Q: I am checking r2SCAN for InP, whose measured band gap is roughly 1.4 eV as I recall it. The row at 24.256 Å³ per atom gives 1.378 eV. Doesn't that settle that the functional works here?

Ansatz 0.2.0, r2SCAN with plane waves and PAW, for zinc-blende InP under hydrostatic strain. All rows use a 500 eV wave cutoff, an 8×8×8 k mesh and fixed occupations, without spin polarisation or spin–orbit coupling.

```csv
volume (Å³/atom),shortest distance (Å),band gap (eV),least direct gap (eV)
22.801,2.456,1.730,1.730
23.521,2.481,1.554,1.554
23.711,2.488,1.508,1.508
23.887,2.494,1.466,1.466
24.256,2.507,1.378,1.378
24.629,2.520,1.290,1.290
25.006,2.532,1.202,1.202
25.771,2.558,1.026,1.026
26.552,2.584,0.852,0.852
27.349,2.609,0.679,0.679
```

A: Ask first what crystal that row describes. The same calculation also gives the pressure needed to hold each cell at its volume, and for this row it is 4.7 GPa. Your measured gap belongs to a crystal at atmospheric pressure, which on this scale is zero. The row that matches it is the one at 25.771 Å³, where the computed pressure nearly vanishes, and there the gap is only 1.026 eV.

Q: So the agreement came from picking the wrong row?

A: Yes. The gap falls from 1.730 to 0.679 eV as the cell expands, so the series passes through 1.4 eV somewhere, and it would still do so if the functional's error were moderately larger or smaller. A match along such a curve tests the method only if the volume is right as well. The pressure is what exposes the false match.

Q: Perhaps r2SCAN just makes the crystal too large. If the gap depends so strongly on volume, a wrong cell could explain the whole deficit.

A: That can be estimated, once we know how fast the gap changes with volume. Write $E_g$ for the band gap and $V$ for the volume per atom. What matters to the electrons is the relative change of the bond lengths, so for modest strains it is natural to take $E_g$ as linear in $\ln V$:

$$E_g(V) \approx E_g(V_0) + a\,\ln\frac{V}{V_0}$$

Here $V_0$ is the volume of the stress-free row, and $a$ is called the deformation potential. I take $a$ from the two neighbours of that row, at 25.006 and 26.552 Å³:

$$a = \frac{1.202-0.852}{\ln(25.006/26.552)} = \frac{0.350}{-0.0600} \approx -5.83\ \text{eV}$$

In plain terms, one percent less volume opens the gap by about 0.06 eV.

Q: Does a slope taken from such small strains hold further out?

A: Try it on the most compressed row, at 22.801 Å³, which had no part in fixing the slope. The logarithm of 22.801/25.771 is −0.1224, and multiplied by −5.83 eV it gives an opening of 0.714 eV. Added to 1.026 eV, that makes 1.740 eV, while the full calculation gives 1.730 eV. The simple line is thus good to about 0.01 eV over the whole range, as the output below shows.

Q: Then how much of the deficit comes from the cell?

A: As I recall, the real crystal is smaller than the computed one by roughly 2 % in volume. With our slope that is worth about 0.12 eV, a third of the deficit of 0.37 eV. To reach 1.4 eV by volume alone, you would have to compress the cell by about 6 %, three times its actual error.

About a quarter of an electronvolt therefore remains even at the right volume. The calculation also leaves out spin–orbit coupling, which would raise the valence top and lower the computed gap by some 0.04 eV. With that included, the functional's direct error comes to about 0.3 eV. The figure is rough, because it rests on recalled measurements and ignores the vibrations of the atoms, which lower the measured gap a little.

Q: Before we come to that error, why does squeezing open the gap at all? I would have thought that closer atoms mean broader bands and a smaller gap.

A: Broader bands do not decide it; the character of the two edge states does. In every row both edges lie at Γ, the centre of the Brillouin zone, which is why the two gap columns agree. The valence top there is built from p orbitals in a bonding combination. The lowest conduction state is an antibonding combination of s orbitals on In and P, and it is pushed up strongly when the atoms approach and their overlap grows.

The computed levels fit this picture. Between the volumes 25.771 and 23.711 Å³, the lowest conduction level at Γ rises by 0.48 eV relative to the valence top. Its bonding partner, the s level deep in the valence band at Γ, sinks by 0.61 eV, so the pair spreads apart as a growing overlap requires. The lowest conduction level at L, on the zone boundary, rises by only 0.22 eV, and the one three quarters of the way to X even falls by 0.12 eV. A higher group of three conduction levels at Γ, which are p-like, hardly moves. The conduction bands are therefore not lifted as a block, and the gap follows the level that responds most strongly of these. The group of three is antibonding too, so that label alone doesn't fix the shift. For p orbitals at Γ the head-on and sideways overlaps partly cancel, which should make these levels less sensitive to bond length. That alone would still be expected to give a small rise, so it doesn't fully account for a group that stays put.

Q: Would silicon behave the same way?

A: No, and the contrast is useful. Silicon's lowest conduction states lie near the zone boundary, not at Γ, and its gap shrinks slightly under pressure. GaAs has its conduction minimum in the s-like state at Γ, and its gap opens as that of InP does. To guess the trend for a related semiconductor, find out first which state forms the bottom of the conduction band.

Q: Now the error of 0.3 eV. What does the functional get wrong?

A: The explanation comes from theory; this series shows only the size of the error. Exchange lowers the energy of a state according to how strongly it overlaps with the filled states of the same spin. A valence state belongs to that filled set and gains much. An empty conduction state gains less, and this difference, reduced by the screening of the other electrons, is part of the true gap.

A semilocal functional such as r2SCAN doesn't evaluate that overlap. It estimates exchange at each point from the density, its gradient and the kinetic-energy density at that point. The last of these depends on the orbitals and restores some of the distinction between filled and empty states, but not all of it. The empty states end up too close to the filled ones, and the gap is too small.

Q: Could I then add 0.3 eV to every row at its own volume?

A: Add about a quarter of an electronvolt instead. The rows also lack the spin–orbit lowering of 0.04 eV, which takes back part of the 0.3 eV. Near zero pressure such a constant shift is reasonable. The computed gap rises by 0.085 eV per GPa around the stress-free row, and by 0.080 between 25.771 and 25.006 Å³, where the real volume lies. I recall a measured value of roughly 0.08, so the error seems to change little with small strains. That it stays the same up to the strongest compression is a guess.

Q: My process model works with pressure, not volume. Can I use 0.085 eV per GPa throughout?

A: That is the second approximation that fails here, and this time the calculation itself exposes it. Carry the coefficient from the stress-free row to the one at 22.801 Å³, where the pressure is 11.0 GPa. You predict 1.96 eV, but the calculation gives 1.73 eV. The straight line in pressure is too high by 0.23 eV, nearly as much as the functional's own error.

Q: Maybe the coefficient is just a little too large?

A: Look at the expanded side. If only the slope were wrong, the line would be too high under compression and too low under tension. Instead it is too high on both sides: at 27.349 Å³ it gives 0.72 eV where the calculation has 0.68 eV. Misses of the same sign on both sides mean that the true curve bends.

Q: But you showed that the gap is almost a straight line in $\ln V$. Where does the bend come from?

A: From the crystal's stiffness. With $P$ for the pressure and $B$ for the bulk modulus, which measures resistance to compression, the chain rule gives

$$\frac{dE_g}{dP} = -\frac{a}{B}$$

The deformation potential $a$ hardly changes along the series, but $B$ rises from about 68 GPa near zero pressure to about 108 GPa between the two most compressed rows. Each further GPa squeezes the crystal less and so opens the gap less. The coefficient drops from 0.085 to 0.053 eV per GPa, almost entirely because the crystal stiffens.

Q: So I should turn pressure into volume first, and then volume into a gap?

A: Yes, with an equation of state for the first step and the deformation potential for the second. The curvature then sits in the first step, where it belongs, and the second stays simple. Mind which equation of state you use: the quarter of an electronvolt belongs to the real volume. The computed pressures put zero at 25.771 Å³, where that shift leaves the volume part of 0.12 eV uncorrected, so with them you need about the whole deficit of 0.37 eV instead. Be careful at the compressed end, though. The line holds only while the conduction minimum stays at Γ, and the level toward X, 1.17 eV above it at 25.771 Å³, is just 0.57 eV above it at 23.711 Å³. Real InP changes to the rocksalt structure near 10 GPa, so the row at 22.801 Å³ describes zinc blende held at about the limit of its existence.

Numerical output:

```
Gap carried from the stress-free row by two straight lines:
     row  pressure GPa  gap eV  line in ln V eV     miss eV  line in pressure eV  miss of pressure line eV
  22.801         10.98    1.73             1.74     0.01039                1.964                    0.2342
  23.521         7.637   1.554            1.559    0.005006                1.679                    0.1252
  23.711         6.837   1.508            1.512    0.004066                1.611                     0.103
  23.887         6.128   1.466            1.469    0.002919                1.551                   0.08455
  24.256         4.718   1.378            1.379     0.00148                 1.43                   0.05241
  24.629         3.403    1.29             1.29   0.0004444                1.318                   0.02831
  25.006         2.177   1.202            1.202  -0.0001867                1.214                   0.01182
  25.771      -0.02658   1.026            1.026           0                1.026                         0
  26.552        -1.929   0.852           0.8518  -0.0001867               0.8638                   0.01182
  27.349        -3.564   0.679           0.6793   0.0002622               0.7245                   0.04549
Deformation potential dE/dlnV around zero pressure (eV): -5.834
Pressure coefficient around zero pressure (eV/GPa): 0.08523
Bulk modulus around zero pressure (GPa): 68.45
Deformation potential between the two most compressed rows (eV): -5.661
Pressure coefficient between the two most compressed rows (eV/GPa): 0.05264
Bulk modulus between the two most compressed rows (GPa): 107.5
Gap deficit of the stress-free row against the recalled gap (eV): 0.374
Part of the deficit due to a cell 2 percent too large (eV): 0.1179
Deficit left after the volume is corrected (eV): 0.2561
Deficit left when spin-orbit coupling is also allowed for (eV): 0.2961
Volume at which the computed gap equals the recalled one (A3/atom): 24.16
Compression needed for that from the stress-free row (percent): 6.237
Pressure at that volume (GPa): 5.071
Rise of lowest conduction level at Gamma on compression to 23.711 (eV): 0.4822
Rise of lowest conduction level at L on the same compression (eV): 0.2191
Rise of the conduction triplet at Gamma on the same compression (eV): -0.00947
```
